## Positivity of the lattice projector and the Marshall sign rule: a frustrated ladder

A lattice projector applies $G=\Lambda-H$ repeatedly to a vector of amplitudes over configurations $x$, and its random walk has no sign problem only if every $G_{x'x}\ge 0$. The attempt worked below for a model of the two-leg ladder SrCu$_2$O$_3$ is wrong, because it assumes this property in the presence of an antiferromagnetic next-nearest-neighbour coupling $J_2$.

### The rule and its conditions

$G$ is a nonnegative matrix if $H_{x'x}\le 0$ for $x'\ne x$ and $\Lambda\ge\max_x H_{xx}$. Take a sector in which nonzero elements link all configurations. The Perron-Frobenius theorem makes the largest eigenvalue $\Lambda-E_0$ nondegenerate, with a strictly positive eigenvector. If at least one $G_{xx}>0$, every other eigenvalue is smaller in modulus, and $G^k$ projects onto the ground state of the sector.

For spins 1/2 we write $H=\sum_{b}J_b\,\mathbf S_i\cdot\mathbf S_j$, each bond $b=(ij)$ counted once, $\hbar=1$, and $J_b>0$ antiferromagnetic. In the $S^z$ basis a bond gives $\pm J_b/4$ on the diagonal (parallel, antiparallel), and $\tfrac12J_b(S_i^+S_j^-+S_i^-S_j^+)$ gives $+J_b/2$ off it. Let every bond join sublattice A to sublattice B, and redefine $|x\rangle\to(-1)^{N_{A\downarrow}(x)}|x\rangle$. An exchange on an A–B bond changes $N_{A\downarrow}$ by one, so the element becomes $-J_b/2$. Since $H_{xx}\le\sum_bJ_b/4$, the shift $\Lambda=\sum_bJ_b/4$ suffices, which is $JN_{\rm bonds}/4$ for equal couplings. On a connected lattice each sector of total $S^z$ is connected, and its ground state has the signs $(-1)^{N_{A\downarrow}}$ in the original basis. This is Marshall's rule (1955). For equal sublattices the ground state is a singlet (Lieb and Mattis, 1962).

### The model

We use one plaquette of the ladder, with sites 1 to 4 around it, rungs (12) and (34), legs (23) and (41), and A = {1, 3}:

$$H=J_r(\mathbf S_1\!\cdot\!\mathbf S_2+\mathbf S_3\!\cdot\!\mathbf S_4)+J_l(\mathbf S_2\!\cdot\!\mathbf S_3+\mathbf S_4\!\cdot\!\mathbf S_1)+J_2(\mathbf S_1\!\cdot\!\mathbf S_3+\mathbf S_2\!\cdot\!\mathbf S_4).$$

The inputs are $J_l=180$ meV and $J_r=140$ meV, approximate values of a size typical for SrCu$_2$O$_3$, and an illustrative diagonal coupling $J_2=15$ meV. The six configurations with $S^z=0$ form three pairs related by spin inversion: $\uparrow\downarrow\uparrow\downarrow,\ \downarrow\uparrow\downarrow\uparrow$ (Néel), $\uparrow\uparrow\downarrow\downarrow,\ \downarrow\downarrow\uparrow\uparrow$ (parallel rungs) and $\uparrow\downarrow\downarrow\uparrow,\ \downarrow\uparrow\uparrow\downarrow$ (parallel legs). Their normalised even combinations in the rotated basis are $n$, $r$, $l$. Each configuration is linked to both members of each other pair, so an element between even combinations is twice the element between configurations.

### The wrong attempt

(W1) Rotate the basis by $(-1)^{N_{A\downarrow}}$.

(W2) Give every antiparallel pair on a bond $b$ the exchange element $-J_b/2$.

(W3) Take $\Lambda=(2J_r+2J_l+2J_2)/4=167.5$ meV. The diagonal of $G$ for $n,r,l$ is then $J_r+J_l$, $J_l+J_2$, $J_r+J_2$, and

$$G_{\rm w}=\begin{pmatrix}320&180&140\\180&195&15\\140&15&155\end{pmatrix}\ \text{meV}.$$

(W4) The Perron eigenvalue is 494.0 meV, with amplitudes $(1,\,0.624,\,0.441)$, so $E_0^{\rm w}=-326.5$ meV.

(W5) For $S^z=1$ the single down spin has $H_{xx}=0$ and hops with $-J_r/2$, $-J_l/2$, $-J_2/2$. The uniform state gives $E_1^{\rm w}=-(J_r+J_l+J_2)/2=-167.5$ meV, and the spin gap comes out as 159.0 meV.

At $J_2=0$ the same steps are legitimate and give $E_0=-323.7$ meV and a gap of 163.7 meV. The attempt therefore concludes, wrongly, that $J_2$ lowers the energy by 2.8 meV and the gap by 4.7 meV.

### The symptom

The energy moves the wrong way. At $J_2=0$ the ground state is positive in the rotated basis, and $S_i^+S_j^-+S_i^-S_j^+$ for two sites of one sublattice has nonnegative elements there. Hence $\langle S^x_iS^x_j+S^y_iS^y_j\rangle>0$. In a singlet the three components are equal, so $\langle\mathbf S_i\cdot\mathbf S_j\rangle=3\langle S_i^zS_j^z\rangle>0$ on every diagonal, and the Hellmann-Feynman theorem requires $dE_0/dJ_2>0$. An antiferromagnetic $J_2$ must raise the energy at first order.

Spin rotation symmetry is lost as well. The odd Néel combination has vanishing exchange elements, since the contributions of its two members cancel. It is an eigenstate at $-(J_r+J_l-J_2)/2=-152.5$ meV and is the $S^z=0$ member of the lowest triplet. The attempt puts the $S^z=1$ member at $-167.5$ meV, so the triplet is split by exactly $J_2$, with gaps of 174.0 and 159.0 meV. Further, the $S=2$, $S^z=0$ state is $(1,-1,-1)/\sqrt3$ in the rotated basis, and a singlet is orthogonal to it, which requires $r+l=n$. The attempt has $r+l=1.065\,n$ and $\langle\mathbf S^2\rangle=0.0053$.

### The faulty line

Line (W2) is false for the diagonals. An exchange between two A sites, or two B sites, leaves $N_{A\downarrow}$ unchanged, so the element stays $+J_2/2$ and $G$ contains $-7.5$ meV. No other choice of signs helps. The closed loop $\uparrow\downarrow\uparrow\downarrow\to\uparrow\uparrow\downarrow\downarrow\to\uparrow\downarrow\downarrow\uparrow\to\uparrow\downarrow\uparrow\downarrow$ uses a leg, a diagonal and a rung. The product of its elements, $J_lJ_2J_r/8>0$, is invariant under any rephasing of configurations, whereas three nonpositive elements have a nonpositive product. A ferromagnetic $J_2$ would reverse this sign and respect the rule.

The attempt has solved another Hamiltonian, $H_{\rm w}$, in which each diagonal carries $J_2(S^z_iS^z_j-S^x_iS^x_j-S^y_iS^y_j)$. Two statements follow for a ladder of any length with equal sublattices. First, at $J_2=0$ the diagonal operator has the expectation $-\langle S^z_iS^z_j\rangle$ in place of $3\langle S^z_iS^z_j\rangle$, so

$$\frac{dE_0^{\rm w}}{dJ_2}\Big|_0=-\frac13\,\frac{dE_0}{dJ_2}\Big|_0 ,$$

and the first-order error is $-4/3$ of the true shift. Second, $G_{\rm w}$ has the elements $|G_{x'x}|$, so $\langle\,|\psi|\,|H_{\rm w}|\,|\psi|\,\rangle\le\langle\psi|H|\psi\rangle$ for any $\psi$, and $E_0^{\rm w}\le E_0$.

### The mended calculation

With the sign restored, the $r$–$l$ element of $G$ is $-15$ meV, and in the basis $n,r,l$

$$H=\begin{pmatrix}\tfrac12(J_2-J_r-J_l)&-J_l&-J_r\\-J_l&\tfrac12(J_r-J_l-J_2)&J_2\\-J_r&J_2&\tfrac12(J_l-J_r-J_2)\end{pmatrix}.$$

With $s=(J_r+J_l+J_2)/2$, the vector $(1,-1,-1)$ has eigenvalue $s$. Dividing this root out of the characteristic polynomial leaves the singlets at $-s\pm\sqrt D$, where

$$D=J_r^2+J_l^2+J_2^2-J_rJ_l-J_lJ_2-J_2J_r .$$

Here $D=22225$ meV$^2$, $\sqrt D=149.1$ meV and $E_0=-316.6$ meV, with amplitudes $(1,\,0.602,\,0.398)$, which satisfy $r+l=n$. For $S^z=1$ the hop along the diagonal is $+J_2/2$, the uniform state lies at $-152.5$ meV together with its $S^z=0$ partner, and the gap is 164.1 meV. The slope at $J_2=0$ is $-\tfrac12+(J_r+J_l)/(2\sqrt{D})=0.477$, with $D$ taken at $J_2=0$, against $-0.159$ for $H_{\rm w}$.

The exact amplitudes still carry Marshall signs. On a finite cluster strictly positive amplitudes remain so for small enough $J_2$, by continuity. What has failed is the positivity of the projector, and with it the guarantee. A stochastic calculation has two honest routes. It may sample $G_{\rm w}$ and carry the sign of each path; the average sign then falls by $484.1/494.0=0.980$ per step, by $1/e$ in 49 steps, and in imaginary time as $e^{-\tau(E_0-E_0^{\rm w})}$, where the energy difference grows in proportion to the ladder length. Or it may use the lattice fixed-node Hamiltonian, which deletes each positive element $H_{x'x}$ and adds $H_{x'x}\psi_T(x')/\psi_T(x)$ to $H_{xx}$ for a positive guiding function $\psi_T$. Its energy lies between $E_0$ and the variational energy of $\psi_T$. With the $J_2=0$ ground state as $\psi_T$ that variational energy is $-316.5$ meV, and the interval is 0.03 meV wide.

### Size of the error

| Quantity (meV) | $J_2=0$ | wrong | exact | error |
|---|---|---|---|---|
| $E_0$ | $-323.7$ | $-326.5$ | $-316.6$ | $-9.9$ |
| gap from $S^z=1$ | 163.7 | 159.0 | 164.1 | $-5.1$ |

The energy error is 2.5 meV per spin, or 3.1 per cent, of which the first-order rule gives 9.5 of the 9.9 meV. The gap error is also 3.1 per cent. Both are larger than the effect under study and reverse it: $J_2$ raises the model's energy by 7.1 meV and its gap by 0.4 meV.

These numbers are the model's. It omits the four-spin ring exchange $K[(\mathbf S_1\!\cdot\!\mathbf S_2)(\mathbf S_3\!\cdot\!\mathbf S_4)+(\mathbf S_4\!\cdot\!\mathbf S_1)(\mathbf S_2\!\cdot\!\mathbf S_3)-(\mathbf S_1\!\cdot\!\mathbf S_3)(\mathbf S_2\!\cdot\!\mathbf S_4)]$. With a typical $K\approx30$ meV, diagonalisation of the plaquette gives a gap of 127 meV, 37 meV lower, which outweighs $J_2$. This term breaks positivity too, since it links the two Néel configurations, which have the same Marshall sign, by $+K/2$. The spin gap typical of SrCu$_2$O$_3$ is roughly 35 meV, so the plaquette without ring exchange overshoots it by a factor of about 4.7, because four sites cannot hold the triplet band of a long ladder and $K$ is missing. Its gap error of 5.1 meV should not be transferred to the material; the factor $-1/3$, the bound $E_0^{\rm w}\le E_0$ and the broken spin symmetry hold at any length.